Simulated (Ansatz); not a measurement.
Abstraction of F: C2H5FMg + C2H3F2Si → C2H5Mg + C2H3F3Si

Gas-phase species: C2H5FMg `C[CH2][Mg][F]`, singlet; C2H3F2Si `C=C[Si](F)F`, doublet; C2H5Mg `C[CH2][Mg]`, doublet; C2H3F3Si `C=C[Si](F)(F)F`, singlet. A radical takes F: the energy is the difference in strength between the Mg–F bond broken and the Si–F bond made.

Shapes, held fixed at every level: PBE0-D4/def2-TZVP. Flexible molecules stand in one conformer, not always the lowest. Programs: Ansatz 0.2.0. The zero-point and thermal change to 298 K, harmonic and unscaled (PBE0-D4/def2-TZVP), is +2.1 kJ/mol.

```json
{"level": "MP2/def2-TZVPP", "kind": "perturbation theory", "ΔH(298 K) (kJ/mol)": "-106.2", "less CCSD(T)/def2-TZVPP": "-3.4"}
{"level": "r2SCAN-D4/def2-TZVPP", "kind": "meta-GGA", "ΔH(298 K) (kJ/mol)": "-90.9", "less CCSD(T)/def2-TZVPP": "+11.9"}
{"level": "r2SCAN0-D4/def2-TZVPP", "kind": "global hybrid", "ΔH(298 K) (kJ/mol)": "-99.3", "less CCSD(T)/def2-TZVPP": "+3.5"}
{"level": "wB97M-V/def2-TZVPP", "kind": "range-separated hybrid", "ΔH(298 K) (kJ/mol)": "-95.9", "less CCSD(T)/def2-TZVPP": "+6.9"}
{"level": "wB97X-V/def2-TZVPP", "kind": "range-separated hybrid", "ΔH(298 K) (kJ/mol)": "-89.6", "less CCSD(T)/def2-TZVPP": "+13.2"}
{"level": "CCSD/def2-TZVPP", "kind": "coupled cluster or CI", "ΔH(298 K) (kJ/mol)": "-103.4", "less CCSD(T)/def2-TZVPP": "-0.6"}
{"level": "CCSD(T)/def2-TZVPP", "kind": "coupled cluster or CI", "ΔH(298 K) (kJ/mol)": "-102.8", "less CCSD(T)/def2-TZVPP": "0.0"}
```

The highest level, CCSD(T)/def2-TZVPP, gives ΔH(298 K) = -102.8 kJ/mol; the levels span -106.2 to -89.6. The column of differences is taken from that level and isn't an error. No measured value is set beside it here. Spin contamination: C2H3F2Si (⟨S²⟩ up to 0.81). Open shells run unrestricted. Outer-core shells of Mg are correlated, in sets that cover them unevenly. Sets without diffuse functions underbind ionic bonds of s-block metals.

Fluorine transfer from magnesium to silicon is exothermic at every level, so the Si–F bond formed is stronger than the Mg–F bond broken. Both bonds are strongly polar, so ionic character alone does not decide the balance. Silicon combines a short, strong σ bond with donation from fluorine lone pairs into σ* orbitals, and the two fluorines already present probably strengthen the new bond further. On the other side, loss of fluorine leaves formally Mg(I), with its odd electron in a largely 3s-derived orbital. The vinyl group probably stabilises the silyl radical only slightly, since overlap between silicon and the carbon π system is modest.

Perturbative triples shift the coupled-cluster result by only 0.6 kJ/mol, which suggests that higher excitations matter little to this difference. All the density functionals give a less exothermic reaction than CCSD(T). Exact exchange brings r2SCAN0 closer than r2SCAN, yet wB97X-V lies furthest away, so its inclusion alone does not explain the ordering. The favourable enthalpy does not establish a low barrier to transfer.
